Margin comments on the rise of the lattice thermal conductivity below Tc, with V3Si set beside Al, Sn and Nb

1. Beside "the phonon lifetime lengthens". Measure energies in kBT: x = ħω/kBT, y = Δ(T)/kBT, f(E) = 1/(e^E + 1). The gap is isotropic. A phonon perturbs the electrons through a potential that is even under time reversal (case I). With E' = E + x and both signs of E allowed, the golden rule gives

g(x,y) = τn/τs = (1/x) ∫ dE [|E||E'| / √((E² − y²)(E'² − y²))] (1 − y²/EE') [f(E) − f(E')],

taken over |E| > y and |E'| > y. The 1/x normalises to the normal state, where the integral of f(E) − f(E + x) over all E equals x. This is the rate used by Bardeen, Rickayzen and Tewordt (1959).

2. Beside "2/(e^y + 1)". As x → 0 the factor 1 − y²/E² cancels the squared density of states E²/(E² − y²) exactly. The two branches E > y and E < −y leave g = 2∫(−∂f/∂E)dE from y to ∞, so g = 2f(y) = 2/(e^y + 1). This is the ultrasonic limit, and it needs ħω ≪ kBT as well as ħω ≪ 2Δ. Heat is carried at x of about 2 to 6, so neither condition is automatic.

3. Beside "κgn ∝ T²". For a longitudinal phonon with ql ≫ 1 (l the electron mean free path), the golden rule gives 1/τn = ηω with η = πC²N/(2ρ v vF). Here C is the deformation potential and N the density of states per volume for both spins. Free electrons have C = 2EF/3 and C²N = n m vF²/3. Typical inputs for Al (n = 181 nm⁻³, vF = 2030 nm/ps, ρ = 2700 kg/m³, vL = 6.4 nm/ps) give η = 0.010. Below, η = 0.01 is an illustrative input for all three branches of every metal, a strong simplification for transverse modes and d bands. The three-branch Debye formula with one velocity v is

κg = (kB/2π²v)(kBT/ħ)³ ∫ τ x⁴ e^x/(e^x − 1)² dx.

With τ = 1/ηω the integrand carries the weight w(x) = x³e^x/(e^x − 1)², whose integral is 6ζ(3) = 7.21. Hence κgn ∝ T², and κgs/κgn is the w-average of 1/g.

4. Beside "pair breaking is ignored". For x > 2y the window E < −y, E' > y opens. There EE' < 0, and the coherence factor tends to 2 at threshold. Both square-root singularities lie in a window of vanishing width. Their integral is finite, πy, and g jumps by (π/2) tanh(y/2), which tends to 1.57. At low temperature such phonons scatter faster than in the normal metal. Let P be the share of w below x = 2y. For V3Si take typical Tc = 17 K, Δ0 = 2.7 meV and the approximate interpolation Δ = Δ0 tanh(1.74 √(Tc/T − 1)).

T (K) | y | (e^y + 1)/2 | P | jump in g
15 | 1.17 | 2.1 | 0.31 | 0.83
10 | 2.81 | 8.8 | 0.84 | 1.39
5 | 6.21 | 2.5×10² | 0.999 | 1.56

At 15 K about two thirds of the normal-state heat current lies in modes that break pairs, so the value 2.1 does not describe κg there. The exponential law belongs to the lower rows.

5. Beside "roughly exp(Δ/kBT)". The prefactor is not the 1/2 of comment 2. For y ≫ 1 and x < 2y put E = y + u and f ≈ e^(−E). The density and coherence factors combine to (2u + x)/(2s) − x²/(8ys) + O(1/y²), with s = √(u(u + x)); the second term uses (2u + x)² = 4s² + x². The substitution u + x/2 = (x/2)cosh t gives Bessel functions:

g ≈ 2e^(−y) sinh(x/2) [K1(x/2) − (x/4y) K0(x/2)].

The product sinh·K1 is 1 at x = 0 but 0.51 at x = 4, mainly because f(E) − f(E') saturates while the normal rate keeps growing as x. Averaging the inverse of the leading term over w gives κgs/κgn → B e^y with B = 0.92, which is 1.8 times the ultrasonic estimate. The K0 term lowers g by a further 10 per cent at x = 4, y = 8, and is dropped below.

6. Beside "until boundary scattering restores T³". With τ = L/v (the Casimir limit, diffuse walls) the integral is 4π⁴/15 = 25.98 and κB = (2π²/15) kB (kBT/ħ)³ L/v². The ceiling on the enhancement is

κB/κgn = 3.60 η L kBT/(ħv), with 3.60 = (4π⁴/15)/(6ζ(3)).

Define T* by B e^y = κB/κgn and set Δ = Δ0. Then y* e^(y*) = Z, so y* = W(Z), the Lambert function, with Z = 3.91 η L Δ0/(ħv) and 3.91 = 3.60/0.92. The electron-limited enhancement reached there is R* = BZ/y*. With both resistances present the actual enhancement at T* is about half of R*.

7. Beside "v". For V3Si the compiled values are a = 4.7243 Å (Zeng 2023), C44 = 80.9 GPa and bulk modulus K = 171 GPa (both at 300 K, Lu 1997). The A15 cell holds two formula units of 180.91 u, so ρ = 5698 kg/m³. Treat the crystal as isotropic with shear modulus C44. Then vT = √(C44/ρ) = 3.77 nm/ps and vL = √((K + 4C44/3)/ρ) = 7.00 nm/ps. The Debye average 3/v³ = 1/vL³ + 2/vT³ gives v = 4.2 nm/ps and ħv = 2.76 meV nm. At 3.7 K a phonon with x = 4 has q = 0.46 nm⁻¹, so ql ≫ 1 asks for l well above a few nm. In dirtier samples η falls and becomes frequency dependent.

8. The comparison. Tc and Δ0 for all metals, and v for the three elements, are typical inputs. All results are the model's, with η = 0.01, and T* and R* come from the unrounded y*.

metal | Tc (K) | Δ0 (meV) | v (nm/ps) | L | Δ0/kBTc | Z | y* | T* (K) | T*/Tc | R*
Al | 1.2 | 0.18 | 3.5 | 1 mm | 1.74 | 3.1×10³ | 6.2 | 0.34 | 0.28 | 4.5×10²
Sn | 3.7 | 0.57 | 1.9 | 1 mm | 1.79 | 1.8×10⁴ | 7.7 | 0.85 | 0.23 | 2.1×10³
Nb | 9.2 | 1.5 | 2.4 | 1 mm | 1.89 | 3.7×10⁴ | 8.4 | 2.1 | 0.23 | 4.1×10³
V3Si | 17 | 2.7 | 4.2 | 1 mm | 1.84 | 3.8×10⁴ | 8.4 | 3.7 | 0.22 | 4.2×10³
V3Si | 17 | 2.7 | 4.2 | 10 µm | 1.84 | 3.8×10² | 4.5 | 7.0 | 0.41 | 79

9. Beside the trend. Z compares L with ħv/(ηΔ0), the normal-state free path of a phonon of energy Δ0. Since y* + ln y* = ln Z, the change δy* = δ ln Z/(1 + 1/y*) is logarithmic. From Al to V3Si Z grows by 12.5 but y* only by the factor 1.36. So T* = Δ0/(kB y*) follows the gap, a factor 11 for a gap ratio of 15, while T*/Tc = (Δ0/kBTc)/y* stays near a quarter. R* is nearly linear in Z and inherits the full uncertainty of η and L. Nb and V3Si share one Z because the larger gap of V3Si is offset by its faster sound, and only Δ0/v enters. The uncertain inputs move T* little. Raising η tenfold takes V3Si from 3.7 to 3.0 K. The dropped 10 per cent in g shifts y* by 0.09, about 1 per cent. The last row is the roughest, since the gap is already a few per cent below Δ0 and the K0 term is nearly twice as large.

10. Beside "the phonon peak". Add the two thermal resistances, an approximation to adding rates mode by mode. The electron-limited κe varies as T²e^y and κB as T³, with κe/κB = y e^y/Z. The maximum of κg has (y − 2)/κe = 3/κB, that is y e^y = Z(y − 2)/3. For V3Si with L = 1 mm this gives y = 9.2 and T = 3.4 K, a little below T*. There κB = 91 W/(m K) and κe/κB = 2.4, so the model's peak is 64 W/(m K). The quasiparticle heat current falls roughly as e^(−y), so the lattice part shows only once that current has frozen out.

11. Beside "V3Si in practice". Two things lie outside the model. First, (C11 − C12)/2 softens strongly on cooling towards the cubic-to-tetragonal transition, typically near 21 K, so the 300 K velocity is too high for one transverse branch. Halving v at fixed η raises y* by 0.62, lowers T* by about 7 per cent and multiplies κB by four. Second, twin walls in transformed crystals can shorten L, as in the last row, and dislocations scatter at a rate ηd ω of the same form as the electrons. That caps κgs/κgn at 1 + η/ηd and gives a T² law before T³ is reached. The model's 64 W/(m K) therefore refers to a defect-free crystal. As typical knowledge, not a measurement, real V3Si crystals conduct less at a few kelvin, by roughly an order of magnitude, and show a weak hump in place of a thousandfold rise.